Slab models of an oxide surface, used for adsorption or film growth, can have their deeper planes frozen in bulk positions to save effort. The question is where the frozen part may begin. A simple recipe would be to go inward until a spacing no longer changes. On this hafnia surface the recipe would stop at the second spacing, which keeps its bulk value, and so freeze the third, which changes by a larger distance than any other on its side of the slab.

Ansatz 0.2.0, spin-unpolarised, scalar-relativistic PBE with plane waves (420 eV cutoff) and PAW: O-terminated (111) slab of cubic HfO2, 12 planes, 15 Å vacuum, all atoms relaxed in a fixed cell. The k mesh is 9×9×1, with Gaussian smearing of 0.05 eV. Planes are numbered from bottom to top, and spacing changes are relative to the relaxed bulk.

| row | relaxed plane number | relaxed plane spacing to next (Å) | relaxed plane spacing change (Å) |
| --- | --- | --- | --- |
| 1 | 1 | 0.790 | 0.054 |
| 2 | 2 | 0.736 | 0.000 |
| 3 | 3 | 1.409 | -0.063 |
| 4 | 4 | 0.743 | 0.008 |
| 5 | 5 | 0.733 | -0.003 |
| 6 | 6 | 1.499 | 0.028 |
| 7 | 7 | 0.733 | -0.003 |
| 8 | 8 | 0.743 | 0.008 |
| 9 | 9 | 1.409 | -0.063 |
| 10 | 10 | 0.736 | 0.000 |
| 11 | 11 | 0.790 | 0.054 |
| 12 | 12 | n/a | n/a |

The slab is a stack of four O-Hf-O trilayers. Each row gives the spacing from one atomic plane to the next, and its change is counted from the relaxed bulk crystal. Rows 3, 6 and 9 are the gaps between trilayers, where oxygen faces oxygen. The two faces are equivalent, so rows 7 to 11 repeat rows 5 to 1 and only the first six carry the story.

**What each spacing has to bear**

Before the atoms move, the cut leaves a net force on each plane. Adding these forces from the outside inward gives the load across each spacing. The outermost oxygen is pushed outward with 0.59 eV/Å, so row 1 opens. The hafnium below it is pushed inward with 0.92 eV/Å, which turns the load on row 2 into a compression of 0.33 eV/Å. The next oxygen plane is pushed inward too, and the compression on row 3 is twice as large.

These forces are not simply what the missing half of the crystal leaves behind. In the relaxed bulk, which is practically free of stress, one half exerts no net force on the other. If the electrons stayed as they were, the forces between the ions would be expected to fade within a plane or two of the cut. The forces on the outer trilayer would then nearly cancel, and row 3 would carry almost no load. Instead it carries the largest one, and planes 4 and 5 in the second trilayer are still pushed outward with 0.41 and 0.29 eV/Å. This points to electrons that rearrange after the cut and change the bonding more than a trilayer deep. Planes 2 and 3 are drawn inward and planes 4 and 5 outward, as if the bonds joining the two outer trilayers had become stronger. How the charge shifts has not been examined, so the loads are taken here as given.

**Where the simple pattern breaks**

The simplest smooth model gives every spacing the same spring, so that its change is proportional to its load. With one constant fitted to rows 1 to 6, it gets the opening of row 1 and the closing of row 3 roughly right. It also makes row 2 close by 0.025 Å, but row 2 does not change. Row 4 breaks the rule in the same way and by about as much. Row 6 breaks it in another way, by responding too strongly to its load: the middle gap should open by 0.005 Å and opens by 0.028 Å.

**Why row 2 stands still**

The likely cause of the first two breaks lies in how the bonds run. Slanted Hf-O bonds join neighbouring planes within a trilayer. Upright Hf-O bonds reach across the gap to the next trilayer and join planes two apart. A surface hafnium has lost its outer upright bond. The one it keeps starts at plane 2, passes through rows 2 and 3, and ends at plane 4.

When the outer gap closes by 0.063 Å, this upright bond shortens by the same amount, to 2.145 Å. Compared with the bulk, the shortening adds a push between the two ends of the bond, and this push acts across both spacings that it spans. It can therefore carry the compression on row 2, and the slanted bonds there need not shrink. Row 4 is relieved in the same way by the upright bond between planes 3 and 5.

That row 2 comes so close to zero is a matter of balance, not a rule. The two upright bonds share the compression of the outer gap. If they share it evenly, each carries half, and this happens to equal the load on row 2. The compression on row 4 is smaller, 0.25 eV/Å, so there the bond pushes more than is needed and the spacing opens slightly.

As a force balance this reads

$$L = k_s\,\Delta d + k_u \sum \Delta \ell .$$

Here $L$ is the load, positive if it opens the spacing. $\Delta d$ is the change of a spacing inside a trilayer, and this term is left out for the gaps. $\Delta \ell$ is the change in length of each upright bond that crosses the spacing. A fit to the loads on rows 1 to 6 gives $k_s \approx 11$ and $k_u \approx 5.1$ eV/Å². Both are effective constants, not the stiffness of single bonds. In the bulk all Hf-O bonds are alike, and the three slanted ones that join a hafnium to the next plane lie so flat that stretching alone would make $k_s$ a third of $k_u$. It comes out larger, so it must contain other forces as well, most likely the electrostatic ones between the ions.

Row 2, which was part of the fit, shows how the balance works. The upright bond is shorter by 0.063 Å and pushes back with $5.1 \times 0.063 \approx 0.32$ eV/Å. The load is 0.33 eV/Å, so only about 0.01 eV/Å is left for the slanted bonds. Divided by $k_s$, that closes the spacing by about 0.001 Å, which is as good as no change.

This check used the computed bond length. Solved for all the spacings at once, from the loads and the two constants alone, the bond model brings the typical miss in rows 1 to 5 down from 0.018 to 0.003 Å, as the printed output below shows. It has one constant more than the equal springs and is judged on rows that it was fitted to, so the agreement supports the bond picture but does not settle it. The computed bond lengths also show a limit of the rule of thumb that atoms with fewer neighbours form shorter bonds. The upright bond of the surface hafnium obeys it. The slanted bonds of the surface oxygen, which has lost a neighbour as well, become longer by 0.019 Å.

**The middle gap remains unexplained**

Row 6 is a different matter. Its load is only a tenth of that on row 3, yet it opens by almost half as much as row 3 closes. The bond model does no better here than the equal springs and falls short by 0.023 Å. Forces that reach beyond the nearest bonds may link the middle gap to the planes that moved further out, or the relaxation may have stopped before the final positions. Neither idea has been tested, but the second looks less likely: by the misses of the fit on rows 5 and 6, it would need a leftover force of about 0.14 eV/Å on each central plane.

The energy does not decide the matter. Relaxation lowers the energy by 0.075 eV per slab cell, and half the sum of load times change, the value for ideal springs, is 0.073 eV. The slab as a whole thus responds much like a set of springs. Row 6 adds only $0.065 \times 0.028 / 2 \approx 0.001$ eV to that sum, too little for the agreement to vouch for it.

**What to do about it**

Count in trilayers, not in planes. A spacing that stays put may still be under load, with a bond that passes through it doing the work. Before freezing anything, sketch which bonds cross each spacing, and never let the frozen part begin inside the outermost trilayer. In a slab as thin as this one, let every plane move. If the centre is meant to stand for bulk hafnia, repeat the calculation with more trilayers and tightly converged forces, and see whether the opening in the middle fades.

The numbers hold for hafnia kept in its cubic form. With one atom per plane, rumpling, the spread of heights within a plane, is zero by construction. The small cell also rules out the oxygen displacements by which cubic hafnia distorts on cooling. For a film in the monoclinic form that is stable at room temperature, the way of reasoning carries over, but the spacings have to be computed afresh.

The analysis program printed:

```
fit of load on 6 rows (n <= 6): coefficient of near 10.86 +/- 2, coefficient of upright 5.117 +/- 0.69; rms 0.0876, worst 6 0.191, leave-one-out rms 0.154
  rows outside the fit (model, value, miss): 7 0.09536, 0.04429, 0.0511; 8 -0.1946, -0.2506, 0.056; 9 -0.6038, -0.6645, 0.0607; 10 -0.3224, -0.3317, 0.00933; 11 0.5863, 0.5918, -0.00546
Load (eV/A, positive opens) and spacing changes (A):
  row     load  computed  equal springs       miss  bond model  miss of bond model
    1   0.5918     0.054         0.0448  -0.009195      0.0545           0.0005028
    2  -0.3317         0       -0.02512   -0.02512    0.001246            0.001246
    3  -0.6645    -0.063       -0.05031    0.01269    -0.06871           -0.005712
    4  -0.2506     0.008       -0.01897   -0.02697    0.006324           -0.001676
    5  0.04429    -0.003       0.003353   0.006353    0.001091            0.004091
    6  0.06489     0.028       0.004913   -0.02309     0.00525            -0.02275
    7  0.04429    -0.003       0.003353   0.006353    0.001091            0.004091
    8  -0.2506     0.008       -0.01897   -0.02697    0.006324           -0.001676
    9  -0.6645    -0.063       -0.05031    0.01269    -0.06871           -0.005712
   10  -0.3317         0       -0.02512   -0.02512    0.001245            0.001245
   11   0.5918     0.054         0.0448  -0.009195      0.0545           0.0005025
   12   -3e-06       n/a     -2.271e-07        n/a  -2.763e-07                 n/a
rms miss of equal springs, rows 1 to 5 (A): 0.01813
rms miss of bond model, rows 1 to 5 (A): 0.003285
load across middle gap as share of that across outer gap (%): 9.766
opening of middle gap as share of closing of outer gap (%): 44.44
upright bond of surface Hf, relaxed (A): 2.145
change of that upright bond (A): -0.063
slanted bond of surface O, relaxed (A): 2.226
change of that slanted bond (A): 0.01859
energy gained by relaxation, from the further outputs (eV per slab cell): 0.0751
harmonic estimate, half the sum of load times change (eV per slab cell): 0.07259
```
